Dear colleague,

Your larger silver meshes burn out at a lower current per unit width than the small ones. A network of identical fuses with a few missing does this, and its strength falls with the logarithm of the size. The model is the random fuse network of de Arcangelis, Redner and Herrmann (1985), and the size argument is that of Duxbury, Beale and Leath (1986). Here it is as a problem with numbers.

## The problem

A transparent electrode is a square mesh of Ag nanowires of pitch $a=5\ \mu$m, width $w=100$ nm and height 50 nm, so the section is $S=5\times10^{-15}$ m$^2$. For the test it lies on 100 nm of SiO$_2$ on a cooled Si wafer at 300 K. A fraction $q=0.10$ of the segments (bonds) is missing at random. A square sample of $L\times L$ cells is driven between bus bars, along $y$, by 1 $\mu$s pulses at duty $10^{-3}$.

Assumed inputs, typical of such wires: resistivity $\rho_0=3.0\ \mu\Omega$ cm at 300 K, temperature coefficient $\alpha=2.0\times10^{-3}$ K$^{-1}$, heat loss to the substrate per unit length $g=2.0$ W m$^{-1}$K$^{-1}$. A segment opens when its temperature rise in the pulses reaches $\Delta T_c=300$ K (assumed). Approximate auxiliary data: Ag lattice constant 4.086 Å; SiO$_2$ diffusivity $0.9\times10^{-6}$ m$^2$/s; Si effusivity $e=1.56\times10^4$ W s$^{1/2}$m$^{-2}$K$^{-1}$; loss coefficient of glass in still air, both faces, $h=20$ W m$^{-2}$K$^{-1}$; percolation exponents $\nu=4/3$ and $t\approx1.30$ in two dimensions. The Debye temperature of Ag is 215 K (compiled value, Wikipedia).

Find (a) the fuse current of one wire, (b) the current at the tip of a row of $n$ missing bonds, (c) the median breakdown current for sides of 0.5, 5 and 50 mm, (d) its distribution, (e) the size of what is left out, (f) the change on going from $p=1-q=0.60$ to 0.55. I carry unrounded values from step to step.

## (a) One wire

The resistance per length is $r_0=\rho_0/S=6.0\ \Omega/\mu$m. The perfect mesh has sheet resistance $r_0a=30\ \Omega/\square$ and shades about $2w/a=4.0$ % of the light. The steady heat balance $I^2r_0(1+\alpha\Delta T)=g\Delta T$ gives

$$I_1=\frac{I_*}{\sqrt{1+\alpha\Delta T_c}},\qquad I_*=\sqrt{\frac{g\,\Delta T_c}{r_0}}=10.0\ \text{mA}.$$

With $\alpha\Delta T_c=0.60$, $I_1=7.9$ mA, or $1.6\times10^8$ A/cm$^2$.

Each bond must be steady within a pulse and must heat on its own. For $\Theta_D=215$ K the Debye heat capacity at 300 K lies only 2.5 % below $3k_B$ per atom, so I use $C=12k_B/(4.086\ \text{Å})^3=2.43\times10^6$ J m$^{-3}$K$^{-1}$. The wire relaxes in $CS/g=6.1$ ns and the oxide in (100 nm)$^2/D=11$ ns, both far below 1 $\mu$s. The Wiedemann–Franz law gives $k=244$ W m$^{-1}$K$^{-1}$ along the wire and a length $\lambda=\sqrt{kS/g}=0.78\ \mu$m. With axial conduction at this $k$ the balance reads $kS\,\Delta T''+I^2r_0(1+\alpha\Delta T)-g\Delta T=0$, so the healing length is $\lambda_I=\sqrt{kS/(g-\alpha I^2r_0)}$, which at $I_1$ equals $\lambda\sqrt{1+\alpha\Delta T_c}=0.99\ \mu$m. Conduction to cooler nodes lowers the midpoint rise by at most the fraction $\operatorname{sech}(a/2\lambda_I)=0.16$. Dividing by $d\ln\Delta T/d\ln I=2(1+\alpha\Delta T_c)=3.2$ turns this into about 5 % in current.

## (b) The crack tip

A row of $n$ missing $y$-bonds is a crack of half-length $c$ across the current. In a continuum the current density on the crack line, at distance $X$ from the centre, is $j_0X/\sqrt{X^2-c^2}\approx j_0\sqrt{c/2r}\,(1+3r/4c)$ with $r=X-c$. Cut off at $r\sim a$, the enhancement grows as $\sqrt{c/a}$. In $d$ dimensions the crack is a disc of $n\sim(c/a)^{d-1}$ bonds with the same edge singularity, so the enhancement is $n^{1/[2(d-1)]}$.

On the square lattice the prefactor can be had exactly. Take unit conductances, lengths in units of $a$, and far-field current $i_0$ per $y$-bond. Label the $y$-bonds of one row by $x$. Removing a bond is equivalent to keeping it and feeding a current $J_x$ in at one end and out at the other, chosen so that the bond carries exactly $J_x$. The current that such sources drive through the bonds of the row has the Fourier symbol

$$\int_{-\pi}^{\pi}\frac{dk_y}{2\pi}\,\frac{2-2\cos k_y}{4-2\cos k-2\cos k_y}=1-A(k),\qquad A(k)=\frac{|s|}{\sqrt{1+s^2}},\quad s=\sin\frac k2 .$$

With $A_m=\pi^{-1}\int_0^\pi A(k)\cos mk\,dk$ and sums over the removed bonds,

$$\sum_{x'}A_{x-x'}J_{x'}=i_0\ \ (x\ \text{removed}),\qquad i_x=i_0-\sum_{x'}A_{x-x'}J_{x'}\ \ (x\ \text{intact}).$$

The first coefficients are $A_0=1/2$, $A_1=1/2-2/\pi$, $A_2=5/2-8/\pi$. The tip factor $\beta_n=i_{\rm tip}/i_0$ is then $\beta_1=1-A_1/A_0=4/\pi=1.273$ and $\beta_2=1-(A_1+A_2)/(A_0+A_1)=1.504$.

For a long crack put $z=e^{ik}$, so that $A=\sqrt\varrho\,|1-z|/|1-\varrho z|$ with $\varrho=3-2\sqrt2$. Let the intact bonds beyond one tip be $x\ge0$. Wiener–Hopf factorisation gives

$$\sum_{x\ge0}i_xz^x=(1-\varrho z)^{-1/2}\left[C_1(1-z)^{-1/2}+C_2(1-z)^{-3/2}+\dots\right],\qquad i_{\rm tip}=C_1+C_2+\dots$$

Set $z=e^{-\epsilon}$ and match the half-integer powers of $\epsilon$ to the Laplace transform of the continuum form with its tip at $x_0$. The $\epsilon^{1/2}$ term fixes $x_0=-\tfrac14+\varrho/[2(1-\varrho)]$, so that $2c=n+1+2x_0=n+1/\sqrt2$. The $\epsilon^{-3/2}$ and $\epsilon^{-1/2}$ terms give $C_2=3C/8c$ and $C_1=C-C_2/2$ with $C^2=i_0^2\,\pi(1-\varrho)c/2$. Squaring $C(1+3/16c)$ to first order in $1/c$,

$$\beta_n^2\simeq\kappa^2(n+\delta),\qquad\kappa^2=\frac{\pi(\sqrt2-1)}{2}=0.6506,\qquad\delta=\frac34+\frac1{\sqrt2}=1.457 .$$

This yields 1.264 and 1.500 for $n=1$ and 2, within 1 % of the exact values.

The tip bond is hot, which raises its resistance and also pushes current away from it. Let $K$ be the fraction of a current injected across that bond which passes through it. If its resistance rises by a factor $\eta$ relative to its surroundings, Thévenin's theorem multiplies its current by $1/[K+(1-K)\eta]$ and its power by $f=\eta/[K+(1-K)\eta]^2$. From the equations above, $1-K$ is the ratio of the determinants of the $(n+1)$- and $n$-bond matrices $A_{x-x'}$. It falls from $1/2$ at $n=0$ to the geometric mean of $A(k)$, which is $\sqrt\varrho=0.414$. We shall find $\eta=1.43$, for which $f$ lies between 0.97 and 1.03. I set $f=1$. The tip rise is then $\beta^2$ times the background rise $\Delta T_b$, which obeys $i_0^2r_0(1+\alpha\Delta T_b)=g\Delta T_b$. Setting $\Delta T_b=\Delta T_c/\beta_n^2$,

$$\frac{I_*^2}{i_c^2}=\kappa^2(n+\delta)+\alpha\Delta T_c .$$

Once the tip bond opens, $n$ grows by one and $\beta$ rises, so the crack runs across the sample. Thus $i_c$ for the longest crack is the breakdown current.

In the diluted mesh I read $i_0$ as the mean current in a surviving $y$-bond. All current crosses any row, so the sheet current is $K_s=(1-q)\,i_0/a$.

## (c) The longest crack and the size effect

A run of at least $n$ missing bonds begins after an intact bond with probability $(1-q)q^n$. There are $L^2$ starting places, and long runs are rare and nearly independent, so Poisson statistics give

$$P(n_{\max}\ge n)=1-\exp\left[-(1-q)L^2q^n\right],\qquad n_{1/2}=\frac{\ln[(1-q)L^2/\ln2]}{\ln(1/q)} .$$

In $d$ dimensions $L^dq^n\sim1$ gives $n\sim d\ln L/\ln(1/q)$, with $L$ in lattice spacings, and the strength falls asymptotically as $(\ln L)^{-1/[2(d-1)]}$.

| side (mm) | $L$ | $n_{1/2}$ | $\beta$ | $i_c$ (mA) | $K_s$ (A/cm) | $m$ |
|---|---|---|---|---|---|---|
| 0.5 | $10^2$ | 4.11 | 1.90 | 4.87 | 8.8 | 30 |
| 5 | $10^3$ | 6.11 | 2.22 | 4.25 | 7.7 | 39 |
| 50 | $10^4$ | 8.11 | 2.50 | 3.83 | 6.9 | 48 |

The column $m$ belongs to part (d). The third figure of $i_c$ serves only for ratios. The true $n_{\max}$ is an integer: for $L=10^3$ the probabilities of reaching 6 and 7 are 0.59 and 0.086, so the median is 6 and the continuous value is close to it.

From the smallest to the largest sample $i_c$ falls by the factor 0.787, while the bare law $(\ln L)^{-1/2}$ gives 0.707. The constants beside $\ln L$ are not negligible at these sizes, and a fit of $\ln i_c$ against $\ln\ln L$ would return an exponent well below $1/2$. Plot $1/i_c^2$ against $\log_{10}L$ instead. It is a straight line of slope $2\kappa^2/[I_*^2\log_{10}(1/q)]=0.0130$ mA$^{-2}$ per decade.

For the 5 mm sample $\Delta T_b=61$ K and $1+\alpha\Delta T_b=1.12$, so $\eta=1.60/(1+\alpha\Delta T_b)=1.43$ as promised. Effective-medium theory for the square bond lattice gives the cold sheet resistance $r_0a/(1-2q)=37.5\ \Omega/\square$. The pulse is then 3.8 A at 161 V and dissipates $P=2.5$ kW/cm$^2$. The silicon surface warms by $2P\sqrt{\tau/\pi}/e=1.8$ K in $\tau=1\ \mu$s, which is negligible, and the chuck must remove 2.5 W/cm$^2$ on average.

## (d) Statistics

Solve the breakdown condition for $n$ and insert it in $P(n_{\max}\ge n)$. The probability of failure at or below $i$ is

$$F(i)=1-\exp\left[-bL^2\exp\left(-\frac{B}{i^2}\right)\right],$$

$$B=\frac{I_*^2\ln(1/q)}{\kappa^2}=354\ \text{mA}^2,\qquad b=(1-q)\,q^{-(\delta+\alpha\Delta T_c/\kappa^2)}=216 .$$

This is a Gumbel law in the variable $1/i^2$, and in $d$ dimensions the inner exponent is $-B/i^{2(d-1)}$. It arises because crack lengths have an exponential tail, whereas a Weibull law needs a power-law tail of weak spots. For ideal straight cracks $F$ is a staircase which this curve meets at integer $n$; other defects near the tip smear the steps.

On a Weibull plot the local slope is $m=d\ln[-\ln(1-F)]/d\ln i=2B/i^2$, listed at the median in the table. It rises with size, which a Weibull modulus cannot do. If you fit $m=30$ on the 0.5 mm samples and extrapolate with $i\propto L^{-2/m}$, you predict the factor 0.735 for 50 mm instead of 0.787. The direct test is a plot of $\ln[-\ln(1-F)/L^2]$ against $1/i^2$, on which all sizes should fall on one line of slope $-B$. For the 5 mm sample $F=0.01$ corresponds to $n=7.95$ and $i=3.86$ mA, 9 % below the median. Scatter in wire width, which the model omits, broadens this.

## (e) What is left out

**Bridged cracks.** The straight crack is not the defect with the largest current. Take two collinear runs separated by one intact bond. The same linear equations give bridge currents of $1.60\,i_0$, $2.18\,i_0$ and $2.74\,i_0$ for 1+1, 2+2 and 3+3 missing bonds. The bridge is driven by the voltage across the whole crack, which is proportional to its length, through a spreading resistance that grows logarithmically in two dimensions and stays finite in three. Its current therefore scales as $n/\ln n$ in $d=2$ and as $n^{1/(d-1)}$ above. This has two consequences.

First, the earliest burn-out follows $(\ln L)^{-1/(d-1)}$, up to the extra logarithm in $d=2$, and not the tip exponent. In the 5 mm sample the expected number of 3+3 patterns is $(1-q)^2q^6L^2=0.81$, against 0.90 for straight runs of six. The bridge opens near $I_*/\sqrt{2.74^2+0.60}=3.5$ mA, 17 % below the tabulated $i_c$. It leaves a crack of seven with $\beta_7=2.35<2.74$, which arrests at that current. You should see isolated resistance steps well before the end.

Second, that crack of seven cost only $q^6$, so the effective length exceeds $n_{1/2}$ by about one bond. This alone takes $i_c$ from 4.25 to 4.02 mA, a fall of 5 %. Off-centre bridges, several bridges and steps between adjacent rows add to it. I have not counted them; a total of two bonds would give 3.83 mA, a fall of 10 %, equal to a full decade in $L$. The table is therefore an upper estimate. For unequal arms $l_1>l_2$ the short arm lies in the tip field $\sqrt{l_1/r}$ of the long one, so the bridge current scales as $\sqrt{l_1l_2}$ up to a logarithm. The equations give $1.88\,i_0$ for 2+1, level with $\beta_4=1.88$, and $2.5\,i_0$ for 5+1, above $\beta_7$. At the current that opens the tip of an $N$-bond crack, a bridge burns once $l_1l_2$ is of order $N$. A crack that has grown to length $M$ needs a next arm only about $N/M$ long, so a finite fraction $\phi$ of the $N$ bonds comes free and the cost is $q^{(1-\phi)N}$. The asymptotic exponent $1/[2(d-1)]$ for final breakdown survives this, but the line of $1/i_c^2$ against $\log L$ is raised, its asymptotic slope is divided by $1-\phi$, and $B$ is multiplied by $1-\phi$. The slope in (c) and $B$ in (d) are straight-crack values, so fit them to your data.

**Smaller terms.** In the background the $y$-bonds are warm and the $x$-bonds cold. For a conductance ratio $\gamma=1.12$ the root of $\varrho+1/\varrho=2+4/\gamma$ replaces $3-2\sqrt2$ in $\kappa^2=\pi(1-\varrho)/4$, which falls by 1.7 %. This, the choice $f=1$ and axial conduction each move $i_c$ by roughly 5 % or less and by nearly the same factor at all three sizes.

**Uniform heating.** The pulses and the heat sink are essential. On glass in air under direct current the whole film heats together and reaches $\Delta T_c$ at $K_s=\sqrt{h\Delta T_c/[37.5\ \Omega\,(1+\alpha\Delta T_c)]}=0.10$ A/cm, 77 times below the 5 mm entry. The 7.7 A/cm is the model's number for these assumed inputs. Ag nanowire electrodes on glass or polymer typically fail under direct current at a tenth of an ampere per centimetre or less, so for that test the fuse model is too high by about two orders of magnitude, and the size dependence there comes from heat removal.

**A wiring mesh.** The lattice results carry over to an on-chip Cu power mesh with open segments. For illustrative $q=10^{-3}$ and $L=10^4$ the formula gives $n_{1/2}=2.72$, and a run of three occurs with probability 0.095. Here the integers matter. The usual worst straight crack has $\beta_2=1.504$, and the equally common 1+1 bridge carries $1.60\,i_0$, which means 2.57 times the mean Joule power at equal resistance.

## (f) Near the percolation threshold

For bonds on the square lattice $p_c=1/2$. Close to it the defects merge, and the backbone is a coarse net of links with spacing $\xi\propto(p-p_c)^{-\nu}$. A section of area $L^{d-1}$ cuts about $(L/\xi)^{d-1}$ links. Each link contains singly connected bonds that carry its whole current. They cannot shed it, so they open at $I_1$, and

$$j_c\sim\frac{I_1}{\xi^{d-1}}\propto(p-p_c)^{(d-1)\nu},\qquad E_c=\frac{j_c}{\sigma}\propto(p-p_c)^{(d-1)\nu-t},$$

with conductivity $\sigma\propto(p-p_c)^t$. This is a scaling argument, and it fixes no prefactor. Halving $p-p_c$ from 0.10 to 0.05 divides the sheet current by $2^{4/3}=2.52$ and multiplies the sheet resistance by $2^{1.30}=2.46$. The breakdown field changes only by the factor 1.02. Near threshold the failure voltage tells you almost nothing about $p$, so record the current.

For magnitudes take the illustrative amplitude $\xi=0.5\,a\,(p-p_c)^{-4/3}$. Then $\xi=10.8\,a$ and $27.1\,a$, and $I_1/\xi=1.5$ and 0.58 A/cm, model values uncertain by a factor of order unity. At $p=0.60$ we are at the edge of the critical region.

The size effect persists on the coarse net. There are $(L/\xi)^d$ cells, and rare large voids among them give an extra factor $[\ln(L/\xi)]^{-\psi}$, with $\psi$ between $1/2$ (tip) and about 1 (bridge) in $d=2$. For $L=10^3$ the logarithms are 4.53 and 3.61. Taken at face value they reduce the ratio 2.52 to 2.25 or 2.01, an apparent exponent of 1.17 or 1.00 in place of $4/3$. To extract $\nu$, scale the sample with $\xi$ so that $L/\xi$ stays fixed. For sprayed networks of randomly laid wires the same exponents are expected with $p-p_c$ replaced by the excess wire density above threshold, but $\kappa$, $\delta$ and $B$ belong to the square mesh, and hot junctions may then be the fuses.